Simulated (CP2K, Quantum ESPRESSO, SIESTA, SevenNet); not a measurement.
# Pressure, energy and Kohn–Sham gap of a random zinc-blende (Al, Ga, In)P cell between −6 % and +6 % in volume: two SevenNet potentials and PBE in three programs

Before a mixed phosphide cell is used for work on strain, defects or band edges, its volume has to be chosen, and it has to be decided whether a volume found with a fast machine-learned potential may be carried into a density-functional program. A wrong choice leaves a hidden pressure in every later result and shifts the gap. The numbers here follow one random 64-atom cell through five volumes at five levels. Volume changes are counted from the cell whose lattice constant is the mean of the end members, and energies from that same cell at the same level. Plane-wave PBE serves as the reference between levels. It carries the error of Γ-only sampling, as the other two PBE programs do, and it is not a stand-in for experiment.

## Set-up

One cell of 64 atoms: zinc-blende lattice (a = 5.594 Å, the mean of the end members), 2 x 2 x 2 cells, metal sites filled at random with 10 Al, 11 Ga, 11 In; not relaxed, displaced by a Gaussian of 0.02 Å. Then the atoms were relaxed with SevenNet 0 in the fixed cell. The changes start from that geometry and nothing is relaxed after them. All levels are single points on the same geometries, without spin polarisation; k-points Γ alone, a smearing of 0.05 eV. Levels: machine-learned interatomic potential SevenNet l3i5, trained on PBE(+U) plane-wave data; machine-learned interatomic potential SevenNet 0, trained on PBE(+U) plane-wave data; Quantum ESPRESSO 7.5, PBE, SSSP efficiency 1.3.0 pseudopotentials, plane waves (wave cutoff 816 eV); CP2K 2026.2, PBE, GTH-PBE pseudopotentials, Gaussian and plane waves, DZVP-MOLOPT-SR-GTH, diagonalisation (grid cutoff 800 Ry); SIESTA 5.4.2, PBE, PseudoDojo 0.4.1 norm-conserving pseudopotentials (converted to PSML), numerical atomic orbitals (DZP), diagonalisation (grid cutoff 300 Ry).

- volume change (%): change of the cell's volume, all axes scaled alike.
- volume (Å³/atom): volume per atom.
- pressure (GPa): pressure, a third of the trace of the stress, positive under compression, without a kinetic term.
- energy (meV/atom): energy per atom less that of the unchanged cell at the same level.
- gap (eV): Kohn-Sham gap: lowest empty less highest filled level over the k-points of the run.

## Numbers

| member | level | volume change (%) | volume (Å³/atom) | pressure (GPa) | energy (meV/atom) | gap (eV) |
| --- | --- | --- | --- | --- | --- | --- |
| −6 % | SevenNet l3i5 | −6 | 20.5686 | 8.001 | 41.367 | – |
| −3 % | SevenNet l3i5 | −3 | 21.2251 | 4.965 | 14.991 | – |
| +0 % | SevenNet l3i5 | 0 | 21.8815 | 2.427 | 0.000 | – |
| +3 % | SevenNet l3i5 | 3 | 22.5380 | 0.287 | −5.442 | – |
| +6 % | SevenNet l3i5 | 6 | 23.1944 | −1.546 | −2.771 | – |
| −6 % | SevenNet 0 | −6 | 20.5686 | 8.413 | 42.999 | – |
| −3 % | SevenNet 0 | −3 | 21.2251 | 5.164 | 15.366 | – |
| +0 % | SevenNet 0 | 0 | 21.8815 | 2.413 | 0.000 | – |
| +3 % | SevenNet 0 | 3 | 22.5380 | 0.092 | −4.997 | – |
| +6 % | SevenNet 0 | 6 | 23.1944 | −1.850 | −1.274 | – |
| −6 % | Quantum ESPRESSO, PBE | −6 | 20.5686 | 9.029 | 48.755 | 1.433 |
| −3 % | Quantum ESPRESSO, PBE | −3 | 21.2251 | 5.757 | 18.139 | 1.485 |
| +0 % | Quantum ESPRESSO, PBE | 0 | 21.8815 | 2.957 | 0.000 | 1.514 |
| +3 % | Quantum ESPRESSO, PBE | 3 | 22.5380 | 0.564 | −7.548 | 1.395 |
| +6 % | Quantum ESPRESSO, PBE | 6 | 23.1944 | −1.482 | −5.982 | 1.221 |
| −6 % | CP2K double zeta, PBE | −6 | 20.5686 | 9.531 | 51.495 | 1.463 |
| −3 % | CP2K double zeta, PBE | −3 | 21.2251 | 6.205 | 19.436 | 1.511 |
| +0 % | CP2K double zeta, PBE | 0 | 21.8815 | 3.356 | 0.000 | 1.527 |
| +3 % | CP2K double zeta, PBE | 3 | 22.5380 | 0.917 | −8.619 | 1.369 |
| +6 % | CP2K double zeta, PBE | 6 | 23.1944 | −1.170 | −7.990 | 1.193 |
| −6 % | SIESTA DZP, PBE | −6 | 20.5686 | 9.237 | 48.792 | 1.379 |
| −3 % | SIESTA DZP, PBE | −3 | 21.2251 | 5.878 | 18.038 | 1.435 |
| +0 % | SIESTA DZP, PBE | 0 | 21.8815 | 3.022 | 0.000 | 1.478 |
| +3 % | SIESTA DZP, PBE | 3 | 22.5380 | 0.609 | −7.286 | 1.482 |
| +6 % | SIESTA DZP, PBE | 6 | 23.1944 | −1.434 | −5.452 | 1.327 |

Least-squares fits to the whole series, with x = volume change (%); R² in the fitted variables, residuals in the unit of y:

| y | level | members | fit | R² | rms residual | leave-one-out rms | standard deviation of y |
| --- | --- | --- | --- | --- | --- | --- | --- |
| pressure (GPa) | SevenNet l3i5 | 5 | y = 2.426 − 0.7924 x + 0.02225 x² | 1.00 | 0.027 | 0.11 | 3.8 |
| pressure (GPa) | SevenNet 0 | 5 | y = 2.412 − 0.8533 x + 0.02416 x² | 1.00 | 0.017 | 0.070 | 4.1 |
| pressure (GPa) | Quantum ESPRESSO, PBE | 5 | y = 2.957 − 0.8738 x + 0.02269 x² | 1.00 | 0.018 | 0.074 | 4.2 |
| pressure (GPa) | CP2K double zeta, PBE | 5 | y = 3.355 − 0.8897 x + 0.02292 x² | 1.00 | 0.018 | 0.074 | 4.2 |
| pressure (GPa) | SIESTA DZP, PBE | 5 | y = 3.023 − 0.8870 x + 0.02440 x² | 1.00 | 0.019 | 0.078 | 4.2 |
| energy (meV/atom) | SevenNet l3i5 | 5 | y = −0.03429 − 3.624 x + 0.5368 x² | 1.00 | 0.46 | 1.9 | 19 |
| energy (meV/atom) | SevenNet 0 | 5 | y = −0.02134 − 3.630 x + 0.5800 x² | 1.00 | 0.50 | 2.1 | 20 |
| energy (meV/atom) | Quantum ESPRESSO, PBE | 5 | y = −0.03506 − 4.505 x + 0.5949 x² | 1.00 | 0.48 | 2.0 | 24 |
| energy (meV/atom) | CP2K double zeta, PBE | 5 | y = −0.02031 − 4.901 x + 0.6047 x² | 1.00 | 0.48 | 2.0 | 25 |
| energy (meV/atom) | SIESTA DZP, PBE | 5 | y = −0.02846 − 4.460 x + 0.6026 x² | 1.00 | 0.51 | 2.1 | 23 |

## Reading the trend

At every level the pressure falls from row to row as the cell grows and changes sign between the +3 % and +6 % rows; the lowest energy in the table is at +3 %. There SevenNet 0 is almost free of pressure (0.092 GPa), while the PBE programs still give 0.564 to 0.917 GPa. Both potentials lie below all three PBE programs at each volume. Γ-only sampling, which affects only the PBE programs, may be part of that offset.

The gap behaves differently: it rises and then falls. Theory assigns this to two conduction-band edges. The Γ-like edge drops quickly as bonds lengthen, whereas the X-like edge, folded onto Γ in this cell, rises slowly. The gap follows whichever is lower. In plane-wave PBE the slope is (1.514 − 1.433) / 6 = +0.014 eV per % from −6 % to 0 %, and (1.221 − 1.395) / 3 = −0.058 eV per % from +3 % to +6 %.

A model for pressure and energy needs three steps, with x the volume divided by that of the unchanged cell.

1. The energy is assumed to depend on volume alone, so the bulk modulus is B = −x dP/dx.
2. Compressed bonds stiffen. B is assumed to rise linearly with pressure, with a slope of 4, a rough value usual for tetrahedral semiconductors: B = 4 (P + C).
3. Integration gives P = A x⁻⁴ − C. The first term is a repulsion that grows steeply on compression, the second a constant inward pull. At x = 1 the bulk modulus is 4A.

Since P = −dE/dV, the energy follows without a further parameter:

E = k [A (x⁻³ − 1) / 3 + C (x − 1)]

Here k = 21.8815 × 6.242 = 136.6 meV/atom per GPa, because 1 GPa Å³ is 6.242 meV.

## Fixing and testing the model

The two parameters are fixed on the −3 % and +3 % rows of Quantum ESPRESSO, where x is 1 − 0.03 = 0.97 and 1 + 0.03 = 1.03. The values of x⁻⁴ are 1 / (0.97 × 0.97 × 0.97 × 0.97) = 1.12957 and 1 / (1.03 × 1.03 × 1.03 × 1.03) = 0.88849.

A = (5.757 − 0.564) / (1.12957 − 0.88849) = 21.541 GPa

C = 21.541 × 1.12957 − 5.757 = 18.575 GPa

The pressures of the other three members follow, with x = 1 − 0.06 = 0.94 at −6 % and x = 1 + 0.06 = 1.06 at +6 %, and x⁻⁴ from 1 / (0.94 × 0.94 × 0.94 × 0.94) = 1.28082 at −6 % and 1 / (1.06 × 1.06 × 1.06 × 1.06) = 0.79209 at +6 %:

- 0 %: 21.541 − 18.575 = 2.966 GPa; the table has 2.957.
- −6 %: 21.541 × 1.28082 − 18.575 = 9.015 GPa; the table has 9.029.
- +6 %: 21.541 × 0.79209 − 18.575 = −1.513 GPa; the table has −1.482.

The energies use the same A and C, with x⁻³ − 1 from 1 / (0.94 × 0.94 × 0.94) − 1 = 0.20397 at −6 % and 1 / (1.06 × 1.06 × 1.06) − 1 = −0.16038 at +6 %:

- −6 %: 136.6 × (21.541 × 0.20397 / 3 − 18.575 × 0.06) = 47.8 meV/atom; the table has 48.755.
- +6 %: 136.6 × (−21.541 × 0.16038 / 3 + 18.575 × 0.06) = −5.1 meV/atom; the table has −5.982.

The model pressure vanishes at x = (A / C)^¼ = (21.541 / 18.575)^¼, an estimated +3.8 % in volume.

When each of the other levels is fixed on its own ±3 % rows, the same formula puts zero pressure at +3.1 % for SevenNet 0, +3.4 % for SevenNet l3i5, +3.8 % for SIESTA and +4.2 % for CP2K. Over the fifteen pressures not used in fixing the parameters, the typical miss is 0.05 GPa, against a scatter about the mean of roughly 4 GPa.

## Where the trend breaks

Largest departures from the fit to the whole series:

| member | level | pressure (GPa) | fit | computed − fit | in rms residuals |
| --- | --- | --- | --- | --- | --- |
| −3 % | SevenNet 0 | 5.164 | 5.189 | −0.025 | 1.5 |
| +3 % | SIESTA DZP, PBE | 0.609 | 0.582 | +0.027 | 1.5 |
| −3 % | Quantum ESPRESSO, PBE | 5.757 | 5.783 | −0.026 | 1.4 |
| −3 % | CP2K double zeta, PBE | 6.205 | 6.230 | −0.025 | 1.4 |

These rows are ranked by the last column, which divides each departure by the rms residual of its own level. In GPa the largest departures belong to SevenNet l3i5, which is not among them: 4.965 − (2.426 + 0.7924 × 3 + 0.02225 × 9) = −0.038 GPa at −3 % and 0.287 − (2.426 − 0.7924 × 3 + 0.02225 × 9) = +0.038 GPa at +3 %. Its fit is also the loosest of the five, so that this comes to 0.038 / 0.027 = 1.4 rms residuals, no more than in the rows shown.

The two-parameter model has its largest pressure miss at the same level, at −6 %, where the computed pressure lies 0.10 GPa above the model. At every level the table is above the model at both ends, so the pressure curves slightly more than assumed: the slope of 4 is a little too small.

The plane-wave energies fail in another way. The table is 0.9 meV/atom above the model at −6 % and 0.9 below it at +6 %, while at the other four levels the same energies agree within about 0.1. The energies therefore imply a pressure higher than the printed stress by 0.9 / (136.6 × 0.06) = 0.11 GPa. The assumption that fails is that stress and energy describe the same curve. A finite plane-wave cutoff has this effect, and with this sign: the stress is taken at a fixed number of waves, whereas the energies are compared at a fixed cutoff.

In the gap, SIESTA departs on the expanded side, with 1.482 eV against 1.395 eV in plane waves at +3 % and 1.327 eV against 1.221 eV at +6 %. Its gap has not yet dropped at +3 %, as if its Γ-like edge lay higher; basis or pseudopotential may be the cause.

## Conclusions

From −6 % to +6 %, two pressures at one level give the other three to about 0.1 GPa. The parameters do not carry over between levels, so the volume should be set again in the program that will be used.

Two errors of PBE exceed the differences between levels, and agreement among the programs does not reveal them. PBE makes such lattices too large, by roughly 1 % in length or 3 % in volume; at about 0.8 GPa per % this raises the pressure at a given volume by some 2 GPa. It also puts gaps of this kind too low by roughly 0.5 to 1 eV, more than the whole range of gaps in the table.

[On method and selection: Runs that did not converge, have known faults or may not be shown are not listed, and runs on Ansatz's PAW sets soft_1 and soft_2 are kept to separate tables. Levels beyond about forty rows are left out, to keep the table short.]
